Changing the volume of molybdenum by a tenth takes a pressure or tension of tens of gigapascals, yet it stores only an energy of the order of 0.1 eV per atom. Squeezing is harder than stretching, so a single spring constant can't serve for both. The problem is to find a rule, usable with pencil and paper, that gives pressure and energy from the distance between neighbouring atoms.

Ansatz 0.2.0, scalar-relativistic PBEsol with PAW and plane waves up to 420 eV, for body-centred cubic molybdenum (one-atom cell, no spin polarization). The k mesh is 18×18×18, with Gaussian smearing of 0.1 eV. Energies are extrapolated to zero smearing and given relative to the element's standard crystal in the same functional; pressure is positive in compression.

| volume (Å³/atom) | shortest distance (Å) | energy over elements (eV/atom) | pressure (GPa) |
| --- | --- | --- | --- |
| 13.483 | 2.597 | 0.246 | 47.14 |
| 13.943 | 2.626 | 0.132 | 32.50 |
| 14.402 | 2.655 | 0.057 | 19.91 |
| 14.862 | 2.683 | 0.016 | 9.16 |
| 15.322 | 2.710 | 0.003 | 0.01 |
| 15.400 | 2.715 | 0.004 | -1.41 |
| 15.581 | 2.725 | 0.007 | -4.54 |
| 15.781 | 2.737 | 0.015 | -7.79 |
| 16.241 | 2.763 | 0.047 | -14.43 |
| 16.854 | 2.798 | 0.117 | -21.79 |

The shortest distance $d$ separates an atom from its eight nearest neighbours, and $V$ is the volume per atom. Pressure $P$ is positive when the cell is compressed and negative when it is pulled equally in all directions. The row at 15.322 Å³ is practically free of stress and serves as the reference, with distance $d_0$ and volume $V_0$. Its energy over elements is 0.003 eV instead of zero, for a reason that the data don't reveal. This offset is common to all rows and drops out when only the energy rise $\Delta E$ above the reference is used.

**(a) Set up a rule that needs only the unstressed cell and one measure of stiffness.**

*Solution.* The stiffness at the reference is the bulk modulus $B$, the pressure needed per relative change of volume. The rows at 14.862 and 15.781 Å³ lie on either side of the reference, and their pressures give

$$B \approx 15.322\times\frac{9.16+7.79}{15.781-14.862}\ \text{GPa}\approx 280\ \text{GPa}.$$

The arithmetic gives 282.6 GPa, rounded here to two figures. A difference across a curved line slightly overestimates the slope in the middle, and a fit to all rows gives 280.7 GPa, so rounding down does no harm. One percent of volume is therefore worth about 3 GPa.

This stiffness doesn't stay constant. Between the two most compressed rows it is about 440 GPa, and between the two most stretched rows about 200 GPa. Theory gives the reason. At the reference, attraction and repulsion balance, but the repulsion, which comes from confining the electrons and from the overlap of inner shells, changes more steeply with distance. Squeezing brings this steep part forward and hardens the metal, while stretching lets it fade and softens the metal.

A parabola can describe such a lopsided curve if it is drawn in a variable that itself runs faster at short distance. A suitable one is

$$q=\left(\frac{d_0}{d}\right)^2=\left(\frac{V_0}{V}\right)^{2/3},\qquad \Delta E=K\,(q-1)^2 .$$

The variable is chosen because it is handy, and the table must decide whether it is a good one. The terms of the parabola don't stand for separate forces: multiplied out, its term in $1/d^2$ is negative, whereas the kinetic energy of confined electrons, which also scales as $1/d^2$, is positive.

The constant $K$ follows from $B$. For a small change of volume $\Delta V$, the elastic energy is $\tfrac12 BV_0(\Delta V/V_0)^2$, while $q-1\approx-\tfrac23\,\Delta V/V_0$. Equating the two energies gives $K=\tfrac98 BV_0$. Since 1 eV/Å³ is about 160 GPa, $K$ is about 30 eV.

The pressure is the downhill slope of the energy with volume, $P=-\mathrm{d}\Delta E/\mathrm{d}V$. With $\mathrm{d}q/\mathrm{d}V=-\tfrac23\,q/V$ and $V=V_0\,q^{-3/2}$, the rule is complete:

$$\Delta E\approx 30\ \text{eV}\,(q-1)^2,\qquad P\approx\tfrac32B\,(q-1)\,q^{5/2}=420\ \text{GPa}\,(q-1)\,q^{5/2}.$$

This is the second-order Birch equation of state, written in distances.

**(b) Estimate energy and pressure for the most compressed and the most stretched cell.**

*Solution.* Neither of these rows was used to find $B$, so both test how far the rule reaches. In the compressed cell the distance is 2.597 Å:

$$q=\left(\frac{2.710}{2.597}\right)^2=1.089,\qquad q-1=0.0889,$$

$$\Delta E\approx30\times0.0889^2=0.237\ \text{eV}.$$

For the pressure, $q^{5/2}$ is the square of $q$ times its square root, here 1.237:

$$P\approx420\times0.0889\times1.237=46.2\ \text{GPa}.$$

The calculation gives an energy rise of $0.246-0.003=0.243$ eV and a pressure of 47.14 GPa. Both estimates are about 2% low.

In the stretched cell the distance is 2.798 Å, and the same steps give

$$q=\left(\frac{2.710}{2.798}\right)^2=0.938,\qquad q-1=-0.0619,$$

$$\Delta E\approx30\times0.0619^2=0.115\ \text{eV},$$

$$P\approx-420\times0.0619\times0.852=-22.2\ \text{GPa}.$$

The calculated values are $0.117-0.003=0.114$ eV and −21.79 GPa. The estimated energy is about 1% too high, no more than the rounding of the distance can cause, and the tension is about 2% too large.

The two factors in the pressure show where the asymmetry comes from. The factor $q-1$ measures the distortion and is itself somewhat larger for a squeeze than for an equal stretch in volume. The factor $q^{5/2}$ adds the larger part of the asymmetry: it raises the pressure on compression and reduces the tension on expansion. Energy and pressure come from the same curve, so their joint success shows that the calculation is consistent, but it doesn't count as two independent confirmations of the physics.

**(c) How accurate is the rule over the table, how much does the choice of variable matter, and where must the rule be given up?**

*Solution.* Wherever the pressure exceeds 5 GPa in size, the rule agrees with the calculated pressure to within about 2.5%. The energy is never wrong by more than 6 meV per atom, and the largest error belongs to the most compressed cell. The output after this text gives the comparison row by row.

Close to the reference, the weak point is the input. Half a unit in the last printed digit of the distance shifts the pressure by about 0.15 GPa, which is a tenth of the whole pressure at 15.400 Å³. For such small changes it is better to start from the volumes and to use the bulk modulus directly. That gives $-280\times0.078/15.322\approx-1.4$ GPa, in agreement with the table.

The choice of variable matters most at the ends. A linear spring in volume, with the same $B$, misses the pressure of both outermost cells by nearly 30%: too low on compression, too strong a pull on expansion. A parabola in $1/d$ reduces these errors to 7 or 8%. That form belongs to the model of a simple metal in which kinetic energy goes as $1/d^2$ and electrostatic attraction as $1/d$.

Molybdenum thus hardens faster than this simple metal would. The model leaves out every force that changes more quickly with distance, such as the repulsion of inner shells, and real metals without d electrons are also expected to harden faster than it does. The comparison therefore doesn't single out the d electrons, and total energies and pressures can't separate the contributions. When the power of $1/d$ is left free and fitted to the pressures of all ten rows, it comes out at about 2.3. The power two is therefore a good round number and slightly too small, which agrees with the sense of the pressure errors in both worked cells.

The rule has been tested from 12% compression to 10% expansion in volume, and it fails badly if the atoms are pulled apart completely. Then $q$ goes to zero and the energy rise becomes $K$, or 30 eV per atom. The measured energy needed to separate the metal into atoms is, as a rough recalled value, only 7 eV. The parabola describes the bottom of the energy well, and its prefactor must not be read as a bond strength.

The kind of strain matters as well. Every cell here was scaled equally in all directions, whereas a sheet stretched in its plane also changes shape. Its stress depends on the resistance to shear, which $B$ doesn't contain. For another metal under uniform pressure, the same steps apply with its own $V_0$, $d_0$ and $B$, but the accuracy found here can't be taken over untested.

For mental arithmetic the rule can be shortened further. Expanding the pressure for a small relative compression $s=(V_0-V)/V_0$ gives

$$P\approx B\,s\left(1+\tfrac52 s\right).$$

In words: take 2.8 GPa for each percent of volume, then correct the result by 2.5% for each percent, upward for squeezing and downward for stretching. A compression of 3% gives $8.4\times1.075\approx9.0$ GPa, where the table has 9.16 GPa. At 12% the short form gives $33.6\times1.30\approx44$ GPa and is already 7% low, so for changes of that size the few extra steps with $q$ are worth taking.

Numerical output:

```
Bulk modulus from rows 14.862 and 15.781, GPa: 282.6
Energy prefactor 9/8 B V0 with B of 280 GPa, eV: 30.12
Hand rule against the calculation:
     row   V/V0       q  rise eV    rule eV  miss meV  rule GPa  miss GPa  stiffness from row above GPa
  13.483   0.88   1.089    0.243     0.2372    -5.814     46.21   -0.9317                           n/a
  13.943   0.91   1.065    0.129     0.1267    -2.254     31.95   -0.5458                         436.4
  14.402   0.94   1.042    0.054    0.05257    -1.431     19.48   -0.4306                         388.7
  14.862   0.97    1.02    0.013    0.01228   -0.7248     8.932   -0.2281                         341.9
  15.322      1       1        0          0         0         0     -0.01                         300.2
    15.4  1.005  0.9963    0.001  0.0004062   -0.5938    -1.531   -0.1214                         279.6
  15.581  1.017   0.989    0.004   0.003616   -0.3839    -4.486    0.0544                         267.9
  15.781   1.03  0.9804    0.012    0.01156   -0.4372    -7.847  -0.05681                         254.8
  16.241   1.06   0.962    0.044    0.04331   -0.6888    -14.49  -0.05541                         231.1
  16.854    1.1  0.9381    0.114      0.115    0.9962    -22.16   -0.3735                         198.7
Factor q^2.5 in row 13.483: 1.237
Factor q^2.5 in row 16.854: 0.8523
Rule, pressure miss in row 13.483, percent: -1.977
Rule, pressure miss in row 16.854, percent: 1.714
Rule, energy miss in row 13.483, percent: -2.393
Rule, energy miss in row 16.854, percent: 0.8739
Largest pressure miss where pressure exceeds 5 GPa in size, percent: 2.49
Largest energy miss of all rows, meV: 5.814
Simple-metal form, pressure miss in row 13.483, percent: -8.064
Simple-metal form, pressure miss in row 16.854, percent: 6.695
Linear spring, pressure miss in row 13.483, percent: -28.71
Linear spring, pressure miss in row 16.854, percent: 28.48
fit of pressure on 10 rows: coefficient of 3/s*((V0/vol)**(2*s/3 + 1) - (V0/vol)**(s/3 + 1)) 280.7 +/- 0.21, s 2.287; rms 0.0449, worst 13.943 -0.0897, leave-one-out rms 0.105
Pressure derivative of the bulk modulus from the free power: 4.287
Rule for separated atoms over recalled cohesive energy: 4.286
```
